How much of the motion of eight valence electrons must be described explicitly before the energy of a small open-shell molecule is right? Triplet H–B–C is a demanding case because a σ orbital and the two π orbitals lie close in energy, so electrons can be placed among them in more than one favourable way. A single determinant fixes one arrangement, and every later level has to repair any flaw in that choice as well as describe how electrons avoid each other. The errors below are relative to full configuration interaction (FCI), which is exact within the small basis, at one nearly linear geometry that is not an energy minimum.

Total-energy errors relative to FCI for neutral triplet H–B–C (A″ state), calculated with Ansatz 0.2.0 in the 6-31G basis with frozen cores at one fixed geometry. U marks unrestricted levels; the valence space of the CASSCF, NEVPT and MRCISD rows has 8 electrons in 9 orbitals.

| level | this level less the reference (FCI, same basis) (meV) |
| --- | --- |
| UHF | 3304.6 |
| UMP2 | 1148.8 |
| UCCSD | 153.3 |
| UCCSD(T) | 52.7 |
| UCCSDT | 11.5 |
| UCCSDT(Q) | 0.6 |
| UCCSDTQ | 1.0 |
| CASSCF valence | 971.4 |
| NEVPT2 valence | 284.3 |
| NEVPT4(SD) valence | 42.2 |
| MRCISD valence | 29.2 |
| MRCISD+Q valence | 10.6 |

**The starting determinant**

UHF lies 3304.6 meV above FCI, since each electron feels only the average field of the others. It lowers its energy by giving up-spin and down-spin electrons different orbitals, and pays for this with a wavefunction that is no longer a pure triplet. A triplet has ⟨S²⟩ = 2, whereas UHF gives 2.43.

The size of the admixture can be estimated without any fit. Suppose the contaminant is a quintet, for which ⟨S²⟩ = 6, with weight w. Then 2(1 − w) + 6w = 2.427, so w = 0.427/4, or about 11%. Higher spins would raise ⟨S²⟩ more per unit of weight, so 11% is also the most that the contaminants can weigh in total. The estimate says that the determinant is flawed, but not how many meV the flaw will cost at each later level. Unrestricted runs can also drift towards a higher spin state, but this series ends within 1.0 meV of the triplet FCI energy, which speaks against that here.

**Why UMP2 lags**

UMP2 removes only 65% of the UHF error and leaves 1148.8 meV. It adds pairs of excited electrons once, each pair independent of the others. Single excitations, which could reshape the orbitals, don't contribute at this order when the orbitals are those of UHF. The double excitations can repair part of the spin contamination, but at this order much of it usually stays.

Restricted calculations, which start from a pure triplet determinant, offer a comparison. They describe a state of the other reflection symmetry, A′ instead of A″, which lies only 9 meV higher. Nearly equal charges and axial forces suggest that the two states are partners of one ³Π state, split by the slight bend, though this is not proved. The restricted determinant was also picked by trial: the lowest one, of A″ symmetry, lies 402 meV below it, and no MP2 or coupled-cluster result from that one is at hand. The comparison can therefore show how this particular start differs from UHF, but not how restricted starts behave in general.

Measured against its own state, the restricted determinant is worse than UHF by 521 meV, yet restricted MP2 is better than UMP2 by 276 meV. The determinant with the lower energy is thus the poorer start for perturbation theory. Contamination is a likely reason, but the comparison can't isolate it. In A″ symmetry, a triplet with one electron in each π orbital can mix with one that has three π electrons and a single σ electron. In A′ symmetry the first of these arrangements has no triplet, so the restricted runs are spared this complication. Nor is the start the whole of the UMP2 error: restricted MP2 still leaves 873 meV. Second order is too crude here even from a spin-pure start.

**Why coupled cluster recovers**

UCCSD cuts the error to 153.3 meV. It lets the pair excitations influence one another until they are consistent, and its single excitations can now reshape the orbitals. They are put to use: T1, a measure of their size, is 0.079 in the unrestricted calculation, about twice the restricted value. The restricted CCSD error is 161 meV, so the large difference between the two starts has almost vanished.

The next steps follow from how excitations enter the energy. The Hamiltonian acts on at most two electrons at a time, so only single and double excitations contribute to the energy directly. Connected triples, in which three electrons move in a truly joint way, act by changing the singles and doubles, and first matter at fourth order of perturbation theory. Connected quadruples first matter at fifth order. Two independent pairs excited at the same time are already present in UCCSD, as products of doubles.

This counting explains the order of the steps, though not their exact sizes. Full inclusion of doubles, triples and quadruples in turn lowers the energy by about 3151, 142 and 10.5 meV. The triples step is small beside the first, yet far too large to neglect. The restricted calculations need a triples step of similar size, 148 meV, so spin contamination is not what makes triples important. The main source is probably common to both starts. Excitations from the B–C π bond into its empty antibonding orbitals are a plausible one, but the runs don't isolate it.

**The steps in parentheses**

UCCSD(T) estimates the triples once, from the finished doubles, and doesn't let them act back. It obtains 71% of the full triples step and ends at 52.7 meV, where UCCSDT reaches 11.5 meV. From the restricted determinant the same correction obtains 81%. The pattern resembles that of MP2 in a milder form: a one-time correction suffers more from a poor determinant than an iterated one does.

The correction for quadruples behaves differently. UCCSDT(Q) takes 104% of the quadruples step and so lands at 0.6 meV, slightly below UCCSDTQ at 1.0 meV. This doesn't make it the better method. It has overshot the result it is meant to imitate by 0.4 meV, and so happens to land nearer to FCI. Such small distances from FCI mean little, because the reference and coupled cluster may freeze slightly different cores. In the data makers' tests on other systems, such differences shifted energies by up to 20 meV; the shift for this molecule was not measured.

**Starting from many determinants**

The last five rows approach the problem from the other side. CASSCF allows every arrangement of the eight electrons in nine valence orbitals, so no single σ–π arrangement is preferred and the spin is pure. Its error is nevertheless 971.4 meV, only 177 meV less than that of UMP2. Nine further orbitals are available in this basis, and CASSCF makes no use of excitations into them. Those excitations let electrons avoid each other at short range, and their many small contributions add up. CASSCF can settle on a higher solution, but here a stability check found a minimum, and the natural occupations closely match those of FCI. The intended state was thus reached, and the error comes from the missing outer excitations rather than from a wrong start.

NEVPT2 adds these excitations at second order and removes 71% of the CASSCF error. The remaining 284.3 meV exceeds the error of UCCSD, although the starting wavefunction is much more flexible. This is the same weakness as in MP2, now without spin contamination: the outer excitations are added without being allowed to adjust to one another. A good reference cures the near-degeneracy, but it doesn't make second order sufficient.

The levels that go beyond second order do much better. NEVPT4(SD) reaches 42.2 meV, and MRCISD, which determines the weights of all its configurations together, reaches 29.2 meV. Both start from the same CASSCF wavefunction with the same frozen cores, so any error from the cores cancels between them, and MRCISD is the more accurate here by 13 meV. That lead is small beside the drop from NEVPT2 to either of them.

MRCISD allows at most two electrons at a time to leave the valence space. It therefore lacks the simultaneous excitation of two independent pairs into the outer orbitals, which coupled cluster obtains from products. The +Q correction estimates this part and lowers the error by a further 18.6 meV, to 10.6 meV. That is within 1 meV of the UCCSDT error, but these two methods may freeze different cores, so such a small gap can't decide which of them is better.

**What governs the sequence**

Two needs run through the table: a sound starting wavefunction, and excitations that can respond to one another. UMP2 meets neither, and CASSCF with NEVPT2 meets only the first. UCCSD meets the second well enough to repair most of the damage done by its start, and iterated triples complete most of the rest. For a similar molecule, an ⟨S²⟩ well above its pure value is thus a reason to distrust UMP2 first and the (T) correction next, while a small effect of contamination on CCSD would not show that triples are negligible.

Small fragments of boron, carbon and hydrogen also occur in the gas from which boron-doped diamond is grown for electronic devices. If their computed energies enter a growth model, the electronic state and the effect of triples should be checked first. The present errors concern total energies in a small basis, and may partly cancel in reaction energies.

The printed analysis below fits no model; it lists the steps, shares and restricted comparisons used here. The 20 meV it quotes for the cores is the figure from tests on other systems, not a result of these runs.

Numerical output:

```
B-H 1.13 A, B-C 1.46 A, 2 deg from linear (coordinates to 0.01 A)
determinants, 5 alpha 3 beta, no symmetry: 18 orbitals 6991488, 9 orbitals 10584
table rounding 0.05 meV per entry; cores differ by up to 20 meV between families
FCI (A'') implied by six unrestricted runs -1715.5130 eV, spread 0.09 meV
lowest ROHF plus correlation energy -1715.5130 eV
UHF below lowest ROHF 129 meV, below the A' ROHF 531 meV
excess spin squared 0.427; quintet weight if sole contaminant 0.107
iterative ladder: energy gained (meV), error ratio
  UHF to UCCSD: 3151.3 meV, factor 21.6
  UCCSD to UCCSDT: 141.8 meV, factor 13.3
  UCCSDT to UCCSDTQ: 10.5 meV, factor 11.5
(T) gains 100.6 meV, 71% of the triples step, short by 41.2 meV
(Q) gains 10.9 meV, 104% of the quadruples step, over by 0.4 meV
control, errors in meV: unrestricted vs A'', restricted vs A' (9.2 meV higher)
  HF        U  3304.6  R  3826.0  U-R  -521.4
  MP2       U  1148.8  R   873.2  U-R   275.6
  CCSD      U   153.3  R   160.9  U-R    -7.6
  CCSD(T)   U    52.7  R    41.1  U-R    11.6
  CCSDT     U    11.5  R    12.5  U-R    -1.0
  CCSDT(Q)  U     0.6  R     2.1  U-R    -1.5
MP2 share of determinant error: U 65%, R 77%
UMP2 total energy above restricted MP2 by 266 meV
MP2 parts U/R: opposite spin 0.72, same spin 0.80
restricted triples step 148.4 meV, (T) share 81%
CCSD(T) U vs R: charges within 0.0007 e, axial forces within 0.046 eV/A
transverse force on B: U 0.34, R 0.04 eV/A
CASSCF gains 2462 meV on lowest ROHF, 72% of its error
CASSCF below UMP2 by 177.4 meV; NEVPT2 above UCCSD by 131.0 meV
  NEVPT2 valence: gains 687.1 meV, 70.7% of the CASSCF error
  NEVPT4(SD) valence: gains 929.2 meV, 95.7% of the CASSCF error
  MRCISD valence: gains 942.2 meV, 97.0% of the CASSCF error
  MRCISD+Q valence: gains 960.8 meV, 98.9% of the CASSCF error
NEVPT2/NEVPT4 error ratio 6.7; NEVPT4 above MRCISD by 13.0 meV
+Q gains 18.6 meV, 64% of the MRCISD error
single-reference CISD above FCI by 344 meV (other configuration possible)
rows within 43 meV (1 kcal/mol): 6 of 12
```
